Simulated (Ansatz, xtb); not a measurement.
C7H9P: which of two isomers lies lower

Structure I: `CC1=CC(C)=PC=C1`, a singlet. Structure II: `CC1=CP=CC(C)=C1`, a singlet. Both are isolated molecules in the gas phase, relaxed with PBE-D3(BJ)/def2-SVP.

Problem. Estimate E(II) − E(I) at the level CCSD(T)/def2-SVP + ΔMP2/def2-TZVPP.

Solution. Not settled: CCSD(T)/def2-SVP + ΔMP2/def2-TZVPP gives E(II) − E(I) = −4.42 kJ/mol, but this leans on the basis-set step: CCSD(T) alone gives −2.56 kJ/mol.

Level by level:

```
                             level             geometry  E(II) − E(I) (kJ/mol)  departure from the last row (kJ/mol)  job, with rough time for the two
                          GFN2-xTB             GFN2-xTB                   −6.26                                 −1.84              optimisation, 0.16 s
                         HF/STO-3G             GFN2-xTB                   −2.87                                 +1.55              single point, 0.52 s
                r2SCAN-D4/def2-SVP             GFN2-xTB                   −0.69                                 +3.74               single point, 5.6 s
               PBE-D3(BJ)/def2-SVP  PBE-D3(BJ)/def2-SVP                   −0.47                                 +3.95                optimisation, 63 s
                       HF/def2-SVP  PBE-D3(BJ)/def2-SVP                   −3.56                                 +0.86           part of the CCSD(T) run
                      MP2/def2-SVP  PBE-D3(BJ)/def2-SVP                   −2.36                                 +2.06           part of the CCSD(T) run
                  CCSD(T)/def2-SVP  PBE-D3(BJ)/def2-SVP                   −2.56                                 +1.87                      single point
CCSD(T)/def2-SVP + ΔMP2/def2-TZVPP  PBE-D3(BJ)/def2-SVP                   −4.42                                                   single point, 2.2 min
```

As drawn, both hold the same kinds of bond in the same numbers.

r2SCAN-D4/def2-SVP, PBE-D3(BJ)/def2-SVP find them nearly level. The largest departure from CCSD(T)/def2-SVP + ΔMP2/def2-TZVPP is that of PBE-D3(BJ)/def2-SVP, 3.95 kJ/mol. A small imaginary or near-zero mode remains, so no thermal terms are given. The last row adds to CCSD(T) the change of the MP2 difference between the two basis sets, here −1.87 kJ/mol.

The correlated steps freeze 12 core orbitals. Programs: Ansatz 0.2.0, xtb 6.7.1; the last row on 4 threads of Arm Neoverse V1 on a shared host.

The isomers are 3,5-dimethylphosphinine (II) and 2,4-dimethylphosphinine (I). Every level places II lower, though the density functionals barely separate the two. In both rings the methyl groups are meta to each other, so their mutual interaction largely cancels, leaving mainly their positions relative to phosphorus. Phosphorus is less electronegative than carbon and polarises the ring σ framework towards the adjacent carbons, the reverse of nitrogen in pyridine. A weakly donating methyl group is therefore probably less welcome at the electron-rich 2-position, which is occupied only in I.

Hartree–Fock already gives −3.56 kJ/mol in the def2-SVP basis, so the preference does not originate in electron correlation, which reduces it there. The close agreement of MP2 and CCSD(T) in that basis suggests that correlation beyond second order matters little to the difference. The results favour II electronically, but only tentatively, and leave the size of the gap open. Since interconversion would require breaking strong bonds, this small difference does not indicate which isomer a synthesis would deliver.
